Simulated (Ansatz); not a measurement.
# A series in volume ratio on ZrB

Plane-wave density functional theory, PAW datasets, Gaussian smearing 0.05 eV: equation of state, the given cell scaled in volume with shape and atoms relaxed at each volume. The results are calculated, by Ansatz 0.2.0.

The cell before it is scaled or strained (space group Fm-3m, No. 225):
```
ZrB
1.0
      0.0000     2.4557     2.4557
      2.4557     0.0000     2.4557
      2.4557     2.4557     0.0000
Zr B
1 1
Direct
  0.50000 0.50000 0.50000
  0.00000 0.00000 0.00000
```

Settings of every row: paw set soft_2; functional r2SCAN; spin treatment none; moment partition spheres; spin axis none; wave cutoff 500 eV; k mesh 12x12x12; symmetry use detected.

Atom hubbard u: 0 on all atoms.

```
row  volume ratio  V (Å³/atom)  energy above given cell (meV per atom)  pressure (GPa)
  1          0.96       14.216                                   12.93           7.229
  2          0.98       14.513                                       ?               ?
  3             1       14.809                                       0          -0.001
  4          1.02       15.105                                    2.92          -3.119
  5          1.04       15.401                                   11.36          -5.947
  6          1.07       15.845                                   33.21          -9.705
```

Question: what energy above given cell and pressure should row 2 give?

Worked fit of energy above given cell. Take u = (V_r/V)^(2/3) − 1 with V_r = 15.105 Å³ an atom, which is twice the finite (Eulerian) strain; such expansions in the strain, on which the Birch-Murnaghan equation of state is built, carry the rest volume and the bulk modulus. The shown rows have u = 0.04127, 0.01328, 0, -0.01285, -0.03138. Least squares give energy above given cell = 2.933 − 443.27 × u + 16613.5 × u² meV per atom; a straight line predicts inner rows, each left out in turn, worse (root mean square 11 against 0.029 meV per atom). The rows lie off it by -0.01, 0.02, -0.01, -0.01, 0.01. Its lowest point lies at u = 0.0133, or V = 14.81 Å³ an atom, and the curvature there gives the bulk modulus with shape and atoms relaxed, B = (4/9)(1 + u)² E″(u)/V = 164 GPa. The withheld row has u = 0.02701, so the fit gives 2.933 − 443.27 × (0.02701) + 16613.5 × (0.02701)² = 3.08 meV per atom.

The calculation gave 3.12 meV per atom. The fit lies 0.04 meV per atom (1.3 % of the value, 0.12 % of the column's range) below it; its largest miss of a shown row is 0.02 meV per atom.

Worked fit of pressure. Take u = (V_r/V)^(2/3) − 1 with V_r = 15.105 Å³ an atom, which is twice the finite (Eulerian) strain; such expansions in the strain, on which the Birch-Murnaghan equation of state is built, carry the rest volume and the bulk modulus. The shown rows have u = 0.04127, 0.01328, 0, -0.01285, -0.03138. Least squares give pressure = −3.1192 + 227.499 × u + 562.85 × u² GPa; a straight line predicts inner rows, each left out in turn, worse (root mean square 0.36 against 0.0032 GPa). The rows lie off it by 0.001, -0.002, 0.000, 0.003, -0.001. The pressure vanishes at u = 0.0133, or V = 14.81 Å³ an atom, and there the bulk modulus with shape and atoms relaxed is B = −V dP/dV = (2/3)(1 + u) dP/du = 164 GPa. The withheld row has u = 0.02701, so the fit gives −3.1192 + 227.499 × (0.02701) + 562.85 × (0.02701)² = 3.436 GPa.

The calculation gave 3.438 GPa. The fit lies 0.002 GPa (0.012 % of the column's range) below it; its largest miss of a shown row is 0.003 GPa.
